LDA is known for binding solids too tightly, and a tightly bound metal ought to be hard to squeeze and hard to stretch. On that view lanthanum should be stiffest in LDA and softest in BLYP, which gives it the largest cell of the three functionals. The pressures bear out the first half: in every strained row LDA has the largest pressure or the largest tension. BLYP, however, comes second and not last, and the energies beside the pressures tell a different story about LDA as well.

Dhcp La, scaled uniformly from relaxed cells of 32.41 (LDA), 40.10 (BLYP) and 38.73 Å³ per atom (revPBE). Energies are at zero smearing; pressures include the electronic entropy and are positive in compression. Ansatz 0.2.0, plane-wave PAW, scalar-relativistic, no spin polarisation, cutoff 420 eV, Fermi-Dirac smearing 0.1 eV, k mesh 13×13×4 (BLYP 12×12×4).

```tsv
volume scale	energy change, LDA (meV/atom)	pressure, LDA (GPa)	energy change, BLYP (meV/atom)	pressure, BLYP (GPa)	energy change, revPBE (meV/atom)	pressure, revPBE (GPa)
0.88	43.9	4.35	49.3	3.81	43.6	3.50
0.92	17.0	2.61	19.9	2.34	17.6	2.16
0.96	3.1	1.15	4.1	1.08	3.6	1.00
1	0.0	-0.09	0.0	0.00	0.0	-0.02
1.04	6.3	-1.15	5.9	-0.92	5.5	-0.90
1.08	20.5	-2.08	20.4	-1.71	19.1	-1.68
1.12	41.6	-2.88	42.3	-2.39	39.7	-2.35
```

## Three ways to get a steeper pressure

Pressure measures how fast the energy changes per unit of volume. A small cell gives up fewer cubic ångström than a large one when both shrink by the same percentage. If that shrinkage costs both the same energy, the small cell must show the higher pressure on average along the way. A steep pressure curve can therefore come from a high energy cost, from a small cell, or from both.

This leaves three explanations for LDA. The tempting one is that its bonds are stiffer, so that each percent of volume change costs more energy. The second is that all functionals share one curve of pressure against absolute volume, and that LDA merely adds a constant inward pull; its equilibrium then lies at a smaller volume, where the curve is steeper. The third is that LDA and revPBE charge the same energy for the same percentage, and that LDA packs this cost into a smaller cell.

The third explanation becomes a formula in two steps. Let s be the volume scale, V₀ the volume per atom at scale 1, and f(s) the energy change. The volume is V = sV₀ and the pressure is P = −dE/dV, so

P = −f′(s)/V₀.

Strictly, f is here the free energy at the smearing used, because the pressures include the electronic entropy; the energies in the table are those at zero smearing and differ from it a little. If two functionals share f, their pressures at equal scale differ only by the inverse ratio of their volumes V₀.

## Compressed cells: scale 0.88 to 0.96

The first row already speaks against stiffer bonds. Squeezing the cell by 12 % costs 43.9 meV per atom in LDA and 43.6 in revPBE, almost the same. Part of this closeness is luck: the LDA cell at scale 1 is still under a slight tension, described in the next section, which makes its compression look too cheap. Without that tension LDA would cost a few percent more than revPBE. The pressures in the same row are far apart, 4.35 GPa against 3.50. An explanation that puts the whole pressure excess into the bonds would need an energy excess of similar relative size.

The volume rule can be tried on this row. It takes the revPBE pressure and the two cell volumes, and no constant is adjusted:

3.50 GPa × 38.73/32.41 = 4.18 GPa.

This is 4 % below the LDA pressure, which played no part in the estimate. Most of the gap between the two functionals thus follows from cell size.

BLYP behaves differently. Its cell is slightly larger than that of revPBE, so the volume rule predicts slightly lower pressures. Instead its pressure at scale 0.88 is higher, 3.81 GPa, and so is its energy cost, 49.3 meV per atom. Here a volume change of the same percentage really does cost more energy.

## Near scale 1: an asymmetry from smearing

Atoms usually resist being pushed together more than being pulled apart, yet the rows next to scale 1 show the reverse. In LDA, compression by 4 % costs 3.1 meV per atom and expansion by 4 % costs 6.3. The other two functionals show the same order in a milder form. This should not be read as an odd feature of lanthanum's bonding.

The main reason is the electronic smearing. In these runs the electronic entropy grows with volume, as it should when bands narrow and more states crowd around the Fermi level. The entropy pushes the cell outwards, so the cell that is at rest with smearing is a little too large for the energies at zero smearing. From there, the first step inwards is cheap and the first step outwards is dear.

When the entropy term is put back, BLYP recovers the usual order clearly and revPBE only just. LDA does so only after a second correction, because its cell at scale 1 is still under a slight tension of 0.09 GPa. With both effects removed, 4 % of compression costs LDA 4.9 meV per atom and 4 % of expansion 4.5. For a comparison of stiffness it is therefore safer to average the costs of equal steps inwards and outwards, since a tilt of the energy curve then cancels.

## Expanded cells: scale 1.04 to 1.12

The lower rows allow a test of the second explanation, because the stretched LDA cells reach volumes that revPBE covers in compression. At scale 1.12 the LDA volume is 1.12 × 32.41 = 36.3 Å³ per atom. LDA is then under a tension of 2.88 GPa, whereas revPBE at that volume, read between its rows, is under a pressure of about 1.7 GPa. The same amount of metal in the same space is pulled inwards by one functional and pushed outwards by the other.

If a constant pull were the only difference, the gap between the two curves would stay the same as the volume changes. It shrinks from 4.8 GPa at 35.0 Å³ to 4.5 GPa at 36.3 Å³. Over this short stretch the LDA pressure falls by 0.80 GPa and the revPBE pressure by 1.04. At equal volume, then, LDA is the softer of the two, although it is the stiffer one at equal scale.

The reversal makes sense once each functional is measured from its own equilibrium. At these volumes the LDA crystal is already stretched, and a stretched metal yields more easily; the revPBE crystal is still compressed and resists more. BLYP and revPBE, whose volumes overlap over a much longer range, confirm that the gap is not constant: it drops from about 1.4 GPa at 35.3 Å³ to 0.6 GPa at 43.3 Å³. The picture of one shared pressure curve with a constant shift fails for both pairs.

## What the whole range decides

Over all seven rows the LDA pressure spans a range 24 % wider than that of revPBE. The smaller cell alone accounts for 20 %. The energy cost, averaged over 12 % inwards and 12 % outwards, is only 3 % higher in LDA. Stiffer bonds are thus at most a small part of the answer, and the same energy cost in a smaller cell is nearly all of it.

Energy and pressure come from the same calculations and are tied together by the definition of pressure, so their agreement is no independent proof. What the table adds is the near equality of the energy costs in LDA and revPBE. Overbinding has moved the minimum to a smaller volume and left the shape of the curve around it almost unchanged, provided that volume is counted as a fraction of each functional's own equilibrium. Why the two shapes agree so well is a deeper question, which these energies raise and do not settle.

BLYP shows that this is no general law of functionals. Its averaged energy cost is 10 % above that of revPBE, which outweighs its slightly larger cell and leaves its pressure range 6 % wider. One possible cause is that the correlation part of BLYP does not reproduce the uniform electron gas, a serious defect for a metal. Another is that all three functionals use atomic datasets made for PBE; neither idea is tested here, and the second could also account for the few percent left over in LDA. BLYP also ran on a slightly coarser k mesh, and the effect of that is not tested either. The printed output after this text sets the volume rule, with revPBE as its starting point, against every LDA and BLYP row.

A different metal shows how special the comparison of LDA with revPBE is. Caesium has one valence electron per atom where lanthanum has three, and its atoms take up far more room. A given percentage of compression costs it less energy, and that smaller cost is spread over a larger volume, so both factors make it soft. Between LDA and revPBE lanthanum, only the second factor changes much.

For practical work, this means that a pressure or a bulk modulus from one functional should not be carried over to another at the same absolute volume. Comparing at equal scale and correcting for cell size brings revPBE close to LDA, but it leaves the BLYP pressure range 9 % too narrow. The energy costs, averaged over equal steps inwards and outwards, show which case applies: where they agree, cell size explains most of the pressure difference, and where they differ, the energy curve itself has a different steepness, whatever the cause.

Output of the analysis:

```
volume ratio revPBE/LDA at scale 1: 1.195
volume ratio revPBE/BLYP at scale 1: 0.9658
pressure range 0.88 to 1.12, LDA (GPa): 7.23
pressure range 0.88 to 1.12, BLYP (GPa): 6.2
pressure range 0.88 to 1.12, revPBE (GPa): 5.85
ratio of pressure ranges LDA/revPBE: 1.236
ratio of pressure ranges BLYP/revPBE: 1.06
mean energy cost of +12 and -12 % volume, LDA (meV/atom): 42.75
mean energy cost of +12 and -12 % volume, BLYP (meV/atom): 45.8
mean energy cost of +12 and -12 % volume, revPBE (meV/atom): 41.65
ratio of energy costs LDA/revPBE: 1.026
ratio of energy costs BLYP/revPBE: 1.1
pressure revPBE less LDA at 35.0 cubic angstrom (GPa): 4.784
pressure revPBE less LDA at 36.3 cubic angstrom (GPa): 4.54
pressure drop from 35.0 to 36.3 cubic angstrom, LDA (GPa): 0.8
pressure drop from 35.0 to 36.3 cubic angstrom, revPBE (GPa): 1.044
pressure BLYP less revPBE at 35.3 cubic angstrom (GPa): 1.353
pressure BLYP less revPBE at 43.3 cubic angstrom (GPa): 0.6099
miss of the volume-only pressure range, LDA (%): -3.309
miss of the volume-only pressure range, BLYP (%): -8.869
pressures predicted from revPBE by the volume ratio alone (GPa):
   row  LDA predicted  LDA computed  BLYP predicted  BLYP computed
  0.88          4.183          4.35            3.38           3.81
  0.92          2.581          2.61           2.086           2.34
  0.96          1.195          1.15          0.9658           1.08
   1.0        -0.0239         -0.09        -0.01932              0
  1.04         -1.076         -1.15         -0.8693          -0.92
  1.08         -2.008         -2.08          -1.623          -1.71
  1.12         -2.808         -2.88           -2.27          -2.39
free-energy cost with smearing (meV/atom):
   row    LDA  LDA without residual pressure   BLYP  revPBE
  0.88   47.2                          49.39   52.8   46.95
  0.92  19.23                          20.69  22.24   19.73
  0.96  4.214                          4.942  5.271   4.622
   1.0      0                              0      0       0
  1.04   5.18                          4.452  4.719   4.514
  1.08  18.29                          16.83     18   17.11
  1.12  38.36                          36.18  38.64   36.66
```
